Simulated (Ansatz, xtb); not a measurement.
## Relative energy of two structures of AlFH3PSn

Structure X is a singlet given by its coordinates and structure Y is a singlet given by its coordinates. Both are isolated molecules in the gas phase, relaxed with r2SCAN-D4/def2-SVP.

X (Å):

```xyz
7

Al   -0.5217    1.7282    1.0327
F     0.2710    1.8329   -0.4406
P    -2.8448    1.5496    0.7068
Sn   -2.2938   -0.5766    1.8766
H    -0.5475   -0.1316    1.2518
H     0.2030    2.3010    2.3171
H    -3.7490    2.1175    1.6470
```

Close contacts (Å): Al1–F2 1.68, Al1–P3 2.35, Al1–Sn4 3.03, P3–Sn4 2.49, Al1–H5 1.87, Al1–H6 1.58, P3–H7 1.42, Sn4–H5 1.91.

Y (Å):

```xyz
7

Al   -1.0028    1.4430   -0.0811
F    -1.7522    0.1444   -0.8114
P    -1.9201    2.2424    1.8464
Sn   -1.6656    0.4091    3.5535
H     0.2470    2.0673   -0.8173
H    -0.9494    3.2053    2.2523
H    -2.4539   -0.6958    2.4012
```

Close contacts (Å): Al1–F2 1.67, Al1–P3 2.28, P3–Sn4 2.52, Al1–H5 1.58, P3–H6 1.43, Sn4–H7 1.78.

Energies in hartree; the thermal terms are from r2SCAN-D4/def2-SVP harmonic frequencies (ideal gas, rigid rotor, one conformer each, 400 K, 1 atm) and include the zero-point energy:

|  | X | Y |
| --- | --- | --- |
| E, CCSD(T)/def2-SVP | −897.529674 | −897.522774 |
| E, MP2/def2-SVP | −897.471912 | −897.465845 |
| E, MP2/def2-TZVPP | −898.146821 | −898.139295 |
| zero-point energy | 0.026026 | 0.025295 |
| H(400 K) − E | 0.037814 | 0.037773 |
| G(400 K) − E | −0.020990 | −0.024293 |

Task: Correct the CCSD(T) difference for the basis set by the MP2 change, then work out ΔE, ΔE₀, ΔH and ΔG for X → Y in kJ/mol (1 Eh = 2625.50 kJ/mol) and the equilibrium ratio [Y]/[X].

Result: 1. Differences Y − X: CCSD(T) +0.006900, MP2 in the small set +0.006067, MP2 in the large set +0.007526 Eh.
2. ΔE = +0.006900 + (+0.007526 − (+0.006067)) = +0.008359 Eh = +21.95 kJ/mol.
3. ΔE₀ = ΔE + ΔZPE = +0.008359 + (−0.000731) Eh = +20.03 kJ/mol.
4. ΔH = ΔE + (−0.000041) Eh = +21.84 kJ/mol.
5. ΔG = ΔE + (−0.003303) Eh = +13.27 kJ/mol, so ΔS = (ΔH − ΔG)/T = +21.4 J/(mol K).
6. kT = 1.2667 mEh, so K = [Y]/[X] = exp(−ΔG/kT) = exp(−3.99) ≈ 0.018.

Structure X is favoured at this temperature. An error of 4 kJ/mol in ΔG would change K by a factor of 3.3. HF/def2-SVP gave ΔE the other sign. Mirror images and further conformers aren't counted.

Other levels gave ΔE = +25.2 (r2SCAN-D4/def2-SVP); −6.1 (HF/def2-SVP); +15.9 (MP2/def2-SVP); +18.1 (CCSD(T)/def2-SVP) kJ/mol. The correlated steps freeze 15 core orbitals; the filled d shell of Sn is correlated, in a basis made for valence electrons. Atoms past krypton carry core potentials in the def2 sets, without spin–orbit terms. Programs: Ansatz 0.2.0.

X is favoured because a hydride bridges aluminium and tin, whereas Y is an open Al–P–Sn chain with that hydrogen terminal on tin. In Y, three-coordinate aluminium keeps an essentially empty p orbital. In X, the Sn–H bonding pair donates into it, giving a three-centre, two-electron Al–H–Sn bond. The lengthened Al–H and Sn–H contacts of 1.87 and 1.91 Å fit this picture, while the Al–Sn separation of 3.03 Å gives little sign of a full metal–metal bond. The shorter Al–P bond in Y probably reflects the lower coordination of aluminium and offsets only part of the lost bridge bonding.

Hartree–Fock reverses the order probably because it misses the correlation energy that favours the compact, delocalised bridge. The thermal correction to the enthalpy difference is almost nil, so the narrowing in free energy is entropic, as expected when a ring opens into a floppier chain. Without a barrier for the hydride shift, the ratio says nothing about how quickly the two forms would equilibrate.
